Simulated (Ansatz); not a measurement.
**Ligand exchange: C2H5BrSi + CBrCl2F → C2H5ClSi + CBr2ClF**

Species: C2H5BrSi `C=C[SiH2]Br`, singlet; CBrCl2F (bromodichlorofluoromethane) `FC(Cl)(Cl)Br`, singlet; C2H5ClSi `C=C[SiH2]Cl`, singlet; CBr2ClF (dibromochlorofluoromethane) `FC(Cl)(Br)Br`, singlet. The partners trade Br for Cl: Si–Br and C–Cl bonds give way to Si–Cl and C–Br.

Shapes, held fixed at every level: PBE0-D4/def2-TZVP. Flexible molecules stand in one conformer, not always the lowest. Programs: Ansatz 0.2.0. The zero-point and thermal change to 298 K, harmonic and unscaled (PBE0-D4/def2-TZVP), is -0.1 kJ/mol.

(1) Estimate ΔH(298 K) of this reaction.

Answers

(1) The highest level, CCSD(T)/def2-TZVPP, gives ΔH(298 K) = -4.9 kJ/mol; the levels span -4.9 to +2.7. They disagree on the sign: 2 of 7 are positive. The column of differences is taken from that level and isn't an error. No measured value is set beside it here. Relativity is left out for Br unless named. Correlated rows may include outer-core shells of Br, which these sets cover unevenly. Times are processor times on shared x86 and Arm servers, and rough.

```json
{"level": "HF/def2-SVP", "kind": "Hartree–Fock", "ΔH(298 K) (kJ/mol)": "+2.7", "less CCSD(T)/def2-TZVPP": "+7.6", "CPU time (sum over the molecules)": "–"}
{"level": "SPW92/def2-TZVPP", "kind": "LDA", "ΔH(298 K) (kJ/mol)": "+0.1", "less CCSD(T)/def2-TZVPP": "+5.0", "CPU time (sum over the molecules)": "16 s"}
{"level": "wB97M-V/def2-TZVPP", "kind": "range-separated hybrid", "ΔH(298 K) (kJ/mol)": "-2.2", "less CCSD(T)/def2-TZVPP": "+2.7", "CPU time (sum over the molecules)": "2.5 min"}
{"level": "wB97X-V/def2-TZVPP", "kind": "range-separated hybrid", "ΔH(298 K) (kJ/mol)": "-2.1", "less CCSD(T)/def2-TZVPP": "+2.8", "CPU time (sum over the molecules)": "1.7 min"}
{"level": "B2PLYP/def2-TZVPP", "kind": "double hybrid", "ΔH(298 K) (kJ/mol)": "-4.8", "less CCSD(T)/def2-TZVPP": "+0.1", "CPU time (sum over the molecules)": "69 s"}
{"level": "CCSD/def2-TZVPP", "kind": "coupled cluster or CI", "ΔH(298 K) (kJ/mol)": "-4.4", "less CCSD(T)/def2-TZVPP": "+0.5", "CPU time (sum over the molecules)": "–"}
{"level": "CCSD(T)/def2-TZVPP", "kind": "coupled cluster or CI", "ΔH(298 K) (kJ/mol)": "-4.9", "less CCSD(T)/def2-TZVPP": "0.0", "CPU time (sum over the molecules)": "24 min"}
```

The exchange is close to thermoneutral, with the coupled-cluster levels leaning slightly towards chlorine on silicon and bromine on carbon. Near-cancellation is expected, because both silicon and carbon bind chlorine more strongly than bromine, so the gain at one centre is largely paid back at the other. What remains favours Si–Cl, probably because electropositive silicon profits more from the electronegative, compact chlorine through a more polar bond, while carbon that already carries several halogens has less charge to give.

Adding perturbative triples to CCSD moves the value only from -4.4 to -4.9 kJ/mol, so the exothermic sign does not hinge on them. Both range-separated hybrids agree on the direction but give a weaker preference. The positive Hartree–Fock value may reflect missing correlation among the polarisable halogens as well as its smaller basis, and the LDA result is effectively zero. A modest enthalpic preference is therefore supported, but it says nothing about how readily the halogens exchange, which depends on the barrier.
